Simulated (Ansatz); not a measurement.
# Isomers of C2H3FSi

2 of its isomers, all singlets with charge 0: A = `FC#C[SiH3]`; B = `C#C[SiH2]F`.

Shapes, held fixed at every level: PBE0-D4/def2-TZVP. Programs: Ansatz 0.2.0.

Electronic energies in kJ/mol, without zero-point or thermal terms.

```json
{"level": "B3LYP-D4/def2-TZVPP", "kind": "global hybrid", "B − A": "-254.9"}
{"level": "PBE0-D4/def2-TZVPP", "kind": "global hybrid", "B − A": "-243.2"}
{"level": "r2SCAN0-D4/def2-TZVPP", "kind": "global hybrid", "B − A": "-256.7"}
{"level": "wB97M-V/def2-TZVPP", "kind": "range-separated hybrid", "B − A": "-258.0"}
{"level": "MP2/def2-SVP", "kind": "perturbation theory", "B − A": "-238.8"}
{"level": "CCSD(T)/def2-SVP", "kind": "coupled cluster or CI", "B − A": "-230.3"}
{"level": "CCSD/def2-SVP", "kind": "coupled cluster or CI", "B − A": "-233.4"}
{"level": "CCSD(T)/CBS estimate", "kind": "coupled cluster or CI", "B − A": "-271.7"}
```

The highest level, CCSD(T)/CBS estimate, puts B lowest of these. All levels agree on that. The B − A difference spans -271.7 to -230.3 kJ/mol over the levels. The CBS estimate extrapolates MP2 from def2-TZVPP and def2-QZVPP and adds CCSD(T) − MP2 in the triple-zeta set, cores frozen.

Moving fluorine from the alkynyl carbon to silicon is strongly favourable, with B − A at -271.7 kJ/mol at the highest level. Both isomers keep the C≡C and Si–C(sp) linkages, so the contrast is essentially an exchange of C(sp)–F and Si–H bonds for Si–F and C(sp)–H bonds. The Si–F bond is exceptionally strong because of the large electronegativity difference and its ionic character, probably helped by donation from fluorine lone pairs into σ* orbitals on silicon. The exchange also restores a strong C(sp)–H bond and removes the repulsion between fluorine lone pairs and the alkyne π system.

The ordering is far too pronounced to depend on the treatment of correlation. In the def2-SVP basis, CCSD and CCSD(T) nearly coincide, yet both fall well short of the CBS estimate, which suggests that the small basis describes the polar Si–F bond inadequately. The preference is thermodynamic only; without a barrier for fluorine–hydrogen exchange, it doesn't show that A would rearrange readily.
